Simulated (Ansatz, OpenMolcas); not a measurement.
## How methods differ on CH3FGeO (SMILES C[O][Ge][F])

CH3FGeO has 7 atoms, charge 0, and is taken as a singlet. SMILES: `C[O][Ge][F]`. The coordinates come from a PBE0-D4/def2-TZVP relaxation. This is one conformer, not always the lowest.

Quantity: the vertical ionisation energy (to the doublet cation), in eV. The values are calculated.

| level | kind | program | value (eV) | CPU time (all runs) |
| --- | --- | --- | --- | --- |
| PBE/6-31G* (spherical functions) | GGA | Ansatz | 10.02 | 21 s |
| revPBE/6-31G* (spherical functions) | GGA | Ansatz | 9.95 | 20 s |
| r2SCAN/6-31G* (spherical functions) | meta-GGA | Ansatz | 10.23 | 54 s |
| r2SCAN0/6-31G* (spherical functions) | hybrid meta-GGA | Ansatz | 10.48 | 97 s |
| CAM-B3LYP/6-31G* (spherical functions) | range-separated hybrid | Ansatz | 10.56 | 46 s |
| wB97X/6-31G* (spherical functions) | range-separated hybrid | Ansatz | 10.60 | 2.8 min |
| BCCD(T)/6-31G* (spherical functions) | coupled cluster or CI | Ansatz | 10.66 | 4.5 min |
| CCSD(T)/6-31G* (spherical functions), open shells restricted | coupled cluster or CI | OpenMolcas | 10.28 | 2.4 min |

All-electron rows without a relativistic Hamiltonian named are non-relativistic. The values span 9.95 to 10.66 eV. The coupled-cluster rows rest on a doubtful reference here (large T1 or Brueckner and Hartree–Fock orbitals at odds), and rows may lie in different states. In the correlated wave-function rows the outer d shell of Ge is correlated, in sets not made for it. Times are those of the runs behind each value, whatever else they computed, on shared processors of several kinds: orders of magnitude only.

The density-functional values rise from the GGAs through r2SCAN to the hybrids, with wB97X highest at 10.60 eV. Exact exchange can't be the whole cause, since r2SCAN already lies above PBE without it; the further step to r2SCAN0 probably reflects a less delocalised, less stabilised hole in the cation.

The molecule is a germylene, with divalent germanium carrying a lone pair of strong 4s character and a formally empty 4p orbital. The electron most likely leaves this lone pair, which the s character and the electron-withdrawing fluorine and methoxy groups hold tightly. Oxygen lone-pair ionisation may lie close by, and mixing between the two would make the result sensitive to how each method balances them.

The two coupled-cluster values enclose all three hybrids, while r2SCAN falls just below the lower one, so the table supports no ranking of the functionals by accuracy. Nor does a vertical energy show how far the cation would relax, which could be considerable once a germanium lone pair is half empty.
